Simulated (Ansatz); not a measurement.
# Ligand exchange: SiH2(CH3)(NH2) + GaH2(OH) → SiH2(CH3)(OH) + GaH2(NH2)

Species: SiH2(CH3)(NH2), singlet; GaH2(OH), singlet; SiH2(CH3)(OH), singlet; GaH2(NH2), singlet. The partners trade NH2 for OH: Si–NH2 and Ga–OH bonds give way to Si–OH and Ga–NH2.

Shapes, held fixed at every level: PBE0-D4/def2-TZVP. Flexible molecules stand in one conformer, not always the lowest. Programs: Ansatz 0.2.0. The zero-point and thermal change to 298 K, harmonic and unscaled (PBE0-D4/def2-TZVP), is +0.5 kJ/mol.

```
               level                    kind  ΔH(298 K) (kJ/mol)  less CCSD(T)/def2-TZVPP
r2SCAN-D4/def2-TZVPP                meta-GGA               -28.2                     +0.9
 B3LYP-D4/def2-TZVPP           global hybrid               -27.7                     +1.4
  PBE0-D4/def2-TZVPP           global hybrid               -27.1                     +2.0
  wB97M-V/def2-TZVPP  range-separated hybrid               -27.9                     +1.2
      MP2/def2-TZVPP     perturbation theory               -28.8                     +0.3
     CCSD/def2-TZVPP   coupled cluster or CI               -29.6                     -0.5
  CCSD(T)/def2-TZVPP   coupled cluster or CI               -29.1                      0.0
```

The highest level, CCSD(T)/def2-TZVPP, gives ΔH(298 K) = -29.1 kJ/mol; the levels span -29.6 to -27.1. The column of differences is taken from that level and isn't an error. No measured value is set beside it here. Relativity is left out for Ga. Outer-core shells of Ga are correlated in most correlated rows, in sets that cover them unevenly.

The exchange is clearly exothermic at every level, so silicon gains more from having OH in place of NH2 than gallium loses by the reverse swap. The thermal correction of +0.5 kJ/mol is minor, which places the preference in the electronic energies. It fits the marked oxophilicity of silicon: the Si–O bond is strongly polar and gains much over Si–N. At gallium the advantage of oxygen is probably smaller, because the more diffuse valence shell weakens the polar attraction, while the amide lone pair, a better π donor than that of hydroxide, can delocalise into the empty 4p orbital of the three-coordinate metal.

Both sides contain the same number of Si–ligand and Ga–ligand bonds, so much of the error in describing each bond should cancel, consistent with the close agreement between functionals and correlated methods. The small shift from CCSD to CCSD(T) likewise gives no hint of strong static correlation. The result applies to isolated monomers; association through Ga–N–Ga or Ga–O–Ga bridges, common for such compounds, could alter the balance in condensed phases.
